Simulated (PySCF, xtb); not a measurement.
**Two isomers of BH6NSe**

Structure I is `[BH3-][NH2+][SeH]`, a singlet and structure II is `[BH3-][SeH+]N`, a singlet. Both are isolated molecules in the gas phase, relaxed with PBE0-D4/def2-SVP; the shapes shown needn't be the lowest conformers.

I (Å):

```xyz
9

B    -3.2772   -0.0340   -0.1869
N    -1.9451    0.6264    0.4920
Se   -1.8199    0.4379    2.3876
H    -3.2289   -1.2277    0.0799
H    -3.1458    0.2036   -1.3832
H    -4.2296    0.5430    0.3215
H    -1.1166    0.1980    0.0755
H    -1.9224    1.6233    0.2704
H    -3.0993   -0.2861    2.4274
```

II (Å):

```
atom    x (Å)    y (Å)    z (Å)
   B  -3.7932  -0.3564   0.1163
   N  -1.2074   0.7438   1.3199
  Se  -2.0088   0.5837  -0.3269
   H  -3.4169  -1.5072   0.2698
   H  -4.1992   0.2112   1.1168
   H  -4.4536  -0.1746  -0.8942
   H  -2.4339   1.9974  -0.4198
   H  -1.8526   0.3731   2.0194
   H  -0.3575   0.1825   1.3245
```

Task: Which of the two would you expect CCSD(T)/def2-SVP + ΔMP2/def2-TZVPP electronic energies to favour?

Result: Structure I; the calculation gives E(II) − E(I) = +39.1 kJ/mol.

The same difference at several levels:

```csv
level,geometry,E(II) − E(I) (kJ/mol),departure from the last row (kJ/mol),"job, with rough time for the two"
GFN2-xTB,GFN2-xTB,+3.0,−36.1,"optimisation, 0.15 s"
HF/STO-3G,GFN2-xTB,+102.3,+63.2,"single point, 1.5 s"
r2SCAN-D4/def2-SVP,GFN2-xTB,+43.1,+4.0,"single point, 12 s"
PBE0-D4/def2-SVP,PBE0-D4/def2-SVP,+43.0,+3.9,"optimisation, 69 s"
HF/def2-SVP,PBE0-D4/def2-SVP,+58.5,+19.4,part of the CCSD(T) run
MP2/def2-SVP,PBE0-D4/def2-SVP,+60.4,+21.3,part of the CCSD(T) run
CCSD(T)/def2-SVP,PBE0-D4/def2-SVP,+60.9,+21.8,single point
CCSD(T)/def2-SVP + ΔMP2/def2-TZVPP,PBE0-D4/def2-SVP,+39.1,,"single point, 46 s"
```

As drawn, II has 1 B–Se in place of 1 B–N.

The levels shown agree on the order. The largest departure from CCSD(T)/def2-SVP + ΔMP2/def2-TZVPP is that of HF/STO-3G, 63.2 kJ/mol. The last row adds to CCSD(T) the change of the MP2 difference between the two basis sets, here −21.8 kJ/mol, a large step that makes the value less sure.

With thermal terms from frequencies at re-optimised GFN2-xTB minima (ideal gas, soft modes damped towards free rotors, one conformer each, 298.15 K, 1 atm): on the last row, ΔE + ΔZPE = +35.2, ΔH = +35.4, ΔG = +36.3 kJ/mol.

The correlated steps freeze 11 core orbitals; the filled d shell of Se is correlated, in a basis made for valence electrons. Programs: PySCF 2.14.0, xtb 6.7.1; the last row on 2 threads of AMD EPYC 9B14 (Zen 4) on a shared host.

Both isomers are borane adducts of the same molecule, H2N–SeH, bound through nitrogen in I and through selenium in II. The energy difference therefore measures directly how much more strongly BH3 binds at nitrogen. Nitrogen's compact lone pair overlaps well with the empty boron 2p orbital, whereas the selenium lone pair that binds borane is mainly 4p in character, more diffuse and a poorer σ donor. II keeps the nitrogen lone pair free, and its shorter Se–N bond suggests some donation towards the electron-poor selenium, which probably recovers only part of the loss.

Hartree–Fock, MP2 and CCSD(T) nearly coincide in the small basis, so the preference doesn't hinge on electron correlation there. The closeness of PBE0 to the last row may be partly fortuitous, given their different basis sets. Thermal terms barely alter the gap, as expected for isomers with similar bonding. The preference for I is thermodynamic and says nothing about how readily borane migrates between the two sites.
